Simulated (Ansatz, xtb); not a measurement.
C4H11AlO: which of two isomers lies lower

Structure a is `CCCC[O][AlH2]`, a singlet and structure b is `C[O][AlH][CH](C)C`, a singlet. Both are isolated molecules in the gas phase, relaxed with r2SCAN-D4/def2-SVP, each in the lowest conformer that the search found.

a (Å):

```xyz
17

C    -1.5824    0.9684   -2.7454
C    -1.0264    0.2643   -1.5134
C    -0.5818    1.2277   -0.4173
C    -0.0003    0.5350    0.8090
Al   -1.2787   -1.9539    1.5055
O    -0.9539   -0.2829    1.4359
H    -1.9031    0.2497   -3.5156
H    -2.4535    1.5925   -2.4865
H    -0.8270    1.6304   -3.2003
H    -0.1731   -0.3793   -1.8007
H    -1.7982   -0.4152   -1.1050
H    -1.4373    1.8516   -0.0995
H     0.1825    1.9192   -0.8180
H     0.8935   -0.0522    0.5062
H     0.3445    1.2969    1.5327
H    -2.6081   -2.3634    2.2544
H    -0.2496   -2.9729    0.8530
```

b (Å):

```yaml
atoms:
  - { symbol: C, position_ang: [-0.1803, 1.0500, -3.4568] }
  - { symbol: C, position_ang: [1.6741, -1.8726, -0.5421] }
  - { symbol: C, position_ang: [2.6976, -1.6930, 0.5901] }
  - { symbol: C, position_ang: [0.2605, -2.1135, 0.0027] }
  - { symbol: Al, position_ang: [1.7621, -0.4265, -1.8708] }
  - { symbol: O, position_ang: [0.2886, 0.1200, -2.5284] }
  - { symbol: H, position_ang: [-0.7457, 0.5447, -4.2611] }
  - { symbol: H, position_ang: [0.6328, 1.6329, -3.9328] }
  - { symbol: H, position_ang: [-0.8688, 1.7674, -2.9738] }
  - { symbol: H, position_ang: [3.1161, 0.2433, -2.3803] }
  - { symbol: H, position_ang: [1.9753, -2.7798, -1.1113] }
  - { symbol: H, position_ang: [2.4614, -0.8138, 1.2158] }
  - { symbol: H, position_ang: [3.7257, -1.5578, 0.2139] }
  - { symbol: H, position_ang: [2.7099, -2.5677, 1.2667] }
  - { symbol: H, position_ang: [-0.4739, -2.2798, -0.8014] }
  - { symbol: H, position_ang: [-0.0979, -1.2494, 0.5887] }
  - { symbol: H, position_ang: [0.2300, -2.9920, 0.6741] }
```

Question: Which of the two would you expect CCSD(T)/def2-SVP + ΔMP2/def2-TZVPP electronic energies to favour?

Answer: Too close to call at this level: CCSD(T)/def2-SVP + ΔMP2/def2-TZVPP gives E(b) − E(a) = −0.62 kcal/mol.

The same difference at several levels:

```tsv
level	geometry	E(b) − E(a) (kcal/mol)	departure from the last row (kcal/mol)	job, with rough time for the two
GFN2-xTB	GFN2-xTB	+24.17	+24.79	optimisation, 0.45 s
HF/STO-3G	GFN2-xTB	−3.66	−3.04	single point, 0.36 s
r2SCAN-D4/def2-SVP//GFN2-xTB	GFN2-xTB	+0.44	+1.06	single point, 3.9 s
r2SCAN-D4/def2-SVP	r2SCAN-D4/def2-SVP	−0.20	+0.42	optimisation, 4.2 min
HF/def2-SVP	r2SCAN-D4/def2-SVP	+1.26	+1.88	part of the CCSD(T) run
MP2/def2-SVP	r2SCAN-D4/def2-SVP	+0.98	+1.61	part of the CCSD(T) run
CCSD(T)/def2-SVP	r2SCAN-D4/def2-SVP	+1.53	+2.16	single point
CCSD(T)/def2-SVP + ΔMP2/def2-TZVPP	r2SCAN-D4/def2-SVP	−0.62		single point, 74 s
```

As drawn, b has 1 C–Al, 1 C–H in place of 1 C–C, 1 Al–H.

The largest departure from CCSD(T)/def2-SVP + ΔMP2/def2-TZVPP is that of GFN2-xTB, 24.79 kcal/mol. The last row adds to CCSD(T) the change of the MP2 difference between the two basis sets, here −2.16 kcal/mol.

With thermal terms from frequencies at re-optimised GFN2-xTB minima (ideal gas, soft modes damped towards free rotors, one conformer each, 298.15 K, 1 atm): the zero-point term adds 0.00 kcal/mol; ΔH is +0.10 and ΔG −1.40 kcal/mol.

The correlated steps freeze 10 core orbitals. Run with Ansatz 0.2.0, xtb 6.7.1; the last row on 4 threads of Arm Neoverse V1 on a shared host.

The near-degeneracy reflects a balanced exchange of bonds. Both isomers keep the strong, polar Al–O bond, and going from a to b trades a C–C and an Al–H bond for an Al–C and a C–H bond. The strong new C–H bond probably offsets the weaker Al–C bond.

With def2-SVP, Hartree–Fock, MP2 and CCSD(T) all favour a modestly, so the change of sign in the final estimate comes from the basis-set correction rather than from correlation beyond MP2. The strong preference of GFN2-xTB for a is not mainly a geometry problem, since r2SCAN-D4 at the same structures gives only +0.44 kcal/mol. An imbalance in how its parameters describe Al–C and Al–H bonds is the likelier cause.

The results support near-equal energies for the isolated monomers, not a firm ordering. They do not carry over to the bulk compounds, where three-coordinate aluminium alkoxides normally associate through bridging oxygen.
